Student: Outside a Thomas-Fermi atom the tail is independent of Z. So the radius with one electron beyond it should be the same for aluminium and gold, and free to compute.

Lecturer: Free, yes. Use hartree atomic units and the neutral spin-unpolarised atom: v_eff = −Zφ/r, n = (2Zφ/r)^(3/2)/(3π²), r = bx, b = ½(3π/4)^(2/3) Z^(−1/3), φ″ = φ^(3/2)/√x. Sommerfeld's φ = 144/x³ solves this exactly, and Zb³ = 9π²/128 gives v_eff = −81π²/(8r⁴) and n = 243π/(8r⁶). Then N = 81π²/(2r³) electrons lie outside r, and N = 1 at r∞ = 7.366 bohr.

Student: And the correction?

Lecturer: Put φ = (144/x³) y(z), z = F x^(−s), D = z d/dz. The equation becomes (3 + sD)(4 + sD) y = 12 y^(3/2). For y = 1 − z + … the linear order needs (3 + s)(4 + s) = 18, so s = (√73 − 7)/2 = 0.7720. Since N = Z(φ − xφ′), we have N = 81π² g/(2r³) with g = y + (s/4) Dy. The condition φ(0) = 1 fixes F; I use the assumed approximate value F = 13.271. Our model is the decaying solution with exactly this F.

Student: Then I sum y = Σ a_k z^k.

Lecturer: That is the plain series. Let y^(3/2) = Σ p_k z^k, p_k = (3/2)a_k + q_k, d_k = s²k² + 7sk − 6. Then k q_k = Σ (5j/2 − k) a_j p_(k−j) over j = 1 … k−1, and d_k a_k = 12 q_k. Count multiplications and divisions, with the weights tabulated. Order k costs 2(k − 1) + 3, so orders 2 to K cost K² + 2K − 3 and store 2K numbers. Forming the coefficients of g costs K, and each Horner evaluation K. With an assumed five evaluations per root search, and without the z and prefactor that all methods share, W = K² + 8K − 3.

Student: How fast does the error fall?

Lecturer: Solutions with z < 0 blow up at finite x as τ^(−4), τ being the distance from that point. This fourth-order pole at z = −z₀ makes a_k ∝ k³(−z₀)^(−k), and g adds a factor k. The error goes as K⁴ρ^K with ρ = z/z₀.

Student: Can the pole be removed?

Lecturer: Nearly. For w = y^(−1/4) = Σ c_k z^k the equation is quadratic, 3w² − 7s w Dw + s²[5(Dw)² − w D²w] = 3. With c₀ = 1, c₁ = 1/4, e_k = k c_k,

c_k = (6s²/d_k) Σ e_i e_j − ½ Σ c_i c_j, i + j = k, i, j ≥ 1.

Build and memory match the plain series. One value of g = (w − s Dw)/w⁵ costs 2K + 5, so W = K² + 12K + 22. In x, v = φ^(−1/4) obeys 20v′² − 4vv″ = x^(−1/2). Perturbing v ∝ τ by τ^m gives m(11 − m) = 0, so the singularity is at worst τ¹¹ ln τ, and the error in g tends to K^(−11)ρ^K. The coefficients c₂ = −1.744×10⁻⁴, c₃ = 3.561×10⁻⁶, c₄ = −1.287×10⁻⁷ show no nearer singularity, and w vanishes at z = −z₀, z₀ = 3.988.

Student: Where is the exact answer?

Lecturer: Sum through c₈, which moves N by under 10⁻⁷, and solve r∞ g^(1/3) = b(F/z)^(1/s). For Al (Z = 13): z = 2.337, x = 9.484, r = 3.571 bohr, ρ = 0.586. For Au (Z = 79): z = 1.141, x = 24.00, r = 4.953 bohr, ρ = 0.286. The free radius is too large by factors 2.06 and 1.49. I add Sommerfeld's interpolation y = (1 + ζ)^(−3/s), ζ = (144/x³)^(s/3), with g = (1 + ζ/4)(1 + ζ)^(−1−3/s). It needs no F and costs two multiplications and one power P per evaluation, but its implied F is 13.96 and its error is fixed. The table lists ΔN = N − 1 at the exact radii. For small ΔN, δr/r = ΔN/κ with κ = −d ln N/d ln r = 1.67 (Al), 2.19 (Au).

method | K | W | memory | ΔN Al | ΔN Au
asymptote | 0 | 0 | 0 | 7.78 | 2.29
interpolation | – | 10 + 5P | 0 | −0.073 | −0.049
plain | 8 | 125 | 16 | 23 | 1.8×10⁻²
plain | 16 | 381 | 32 | 2.8 | 6.8×10⁻⁶
plain | 40 | 1917 | 80 | 1.9×10⁻⁴ | below 10⁻¹²
root | 1 | 35 | 2 | −3.3×10⁻³ | −9.7×10⁻⁴
root | 2 | 50 | 4 | 1.8×10⁻⁴ | 2.6×10⁻⁵
root | 3 | 67 | 6 | −1.7×10⁻⁵ | −1.2×10⁻⁶
root | 4 | 86 | 8 | 2.2×10⁻⁶ | 7.6×10⁻⁸

Student: Eight terms are worse than none for aluminium!

Lecturer: There K⁴ still outweighs ρ^K. Forty plain terms match two root terms at 38 times the work. For |ΔN| < 0.1 take root K = 1, unless P costs under five multiplications or F is unavailable, when the interpolation serves. For 10⁻² it is K = 1 again. For 10⁻³ it is K = 2 for Al and, narrowly, K = 1 for Au. For 10⁻⁵ it is K = 4 for Al and K = 3 for Au, where the plain K = 16 row costs 5.7 times more. By budget, W = 0 buys only the asymptote, W ≤ 40 buys root K = 1, and W ≤ 100 buys K = 4, since K = 5 costs 107.

Student: Then I always take K = 4.

Lecturer: Only for this model. A change of 0.0005 in F, half its last digit, shifts N by 6.5×10⁻⁵ for Al, more than the K = 3 error. And the radii are the model's, without exchange, shells or relativity. A typical value for both free atoms is roughly 3 bohr, so the model is high by a factor near 1.2 for Al and 1.7 for Au, whose contracted 6s shell it lacks. Against misses of that size K = 1 is already ample.